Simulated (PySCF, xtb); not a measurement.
Ranking isomers of FGeH3P+

3 gas-phase structures of FGeH3P+, found in a search over its isomers (lower ones may exist). Each was relaxed with GFN2-xTB:

A. `F[PH2+][GeH]`, a singlet
B. a singlet given by its coordinates
C. a singlet given by its coordinates

B (Å):

```xyz
6

F    -1.8874   -0.3371    0.7096
Ge   -2.1888   -1.1084   -0.8308
P     0.0128   -0.0028   -1.7121
H     1.0961   -0.2984   -0.8938
H    -0.0075    1.3784   -1.5619
H     0.6008   -0.1129   -2.9610
```

Close contacts (Å): F1–Ge2 1.75, Ge2–P3 2.62, P3–H4 1.39, P3–H5 1.39, P3–H6 1.38.

C (Å):

```xyz
6

F    -1.5249   -1.2204    0.1341
Ge   -0.1628   -0.5698   -0.7145
P    -0.7575    1.6858   -0.9303
H     0.5831    2.1409   -0.9444
H    -0.8586    1.7218    0.4891
H     0.5981   -1.9407   -0.8726
```

Close contacts (Å): F1–Ge2 1.73, Ge2–P3 2.34, Ge2–H6 1.58, P3–H4 1.42, P3–H5 1.42.

Which do you expect lowest at r2SCAN-D4/def2-SVP, and how would the others follow?

Calculated order at r2SCAN-D4/def2-SVP: B (0.0), C (25.1), A (40.2) kcal/mol.

Energies above the lowest of each column, in kcal/mol; the last columns are at B3LYP-D3(BJ)/def2-SVP geometries and were run for some of them only (a dash: not run or not comparable):

```csv
structure,GFN2-xTB,HF/STO-3G,r2SCAN-D4/def2-SVP,B3LYP-D3(BJ)/def2-SVP,CCSD(T)/def2-SVP + ΔMP2/def2-TZVPP
B,0.0,0.0,0.0,0.0,0.0
C,26.4,21.2,25.1,24.5,18.3
A,26.6,51.6,40.2,–,–
```

Every level run on B puts it lowest or level with the lowest. Some further structures that were screened fall inside this span and aren't listed. Flexible structures stand in one conformer each, not always the lowest. Frequencies (GFN2-xTB) were run for B, C alone. ΔMP2 is the change of the MP2 energy from the smaller to the larger basis.

Programs: PySCF 2.14.0, xtb 6.7.1.

B is best read as a phosphine adduct of GeF⁺. Phosphorus keeps all three hydrogens, and the Ge–P contact of 2.62 Å is long for a single bond, which suggests weak donation from the phosphine lone pair. Germanium stays formally divalent with its largely s-type lone pair intact, while fluorine donates π density into its empty p orbitals.

Moving a hydrogen from phosphorus to germanium gives C, a phosphino-substituted germylium ion. Its Ge–P bond is a normal 2.34 Å, but the shorter bond doesn't repay the loss of a P–H bond and of the germanium lone pair. The strongly pyramidal phosphorus also suggests little π donation to the cationic centre. In A germanium is again divalent, but fluorine sits on phosphorus, so the Ge–F stabilisation is lost; this probably explains its high energy.

The preference for B over C survives at the coupled-cluster level, though the gap narrows to 18.3 kcal/mol. The C–A order is less secure, as GFN2-xTB makes them nearly degenerate. None of these energies measures how strongly B holds its phosphine.
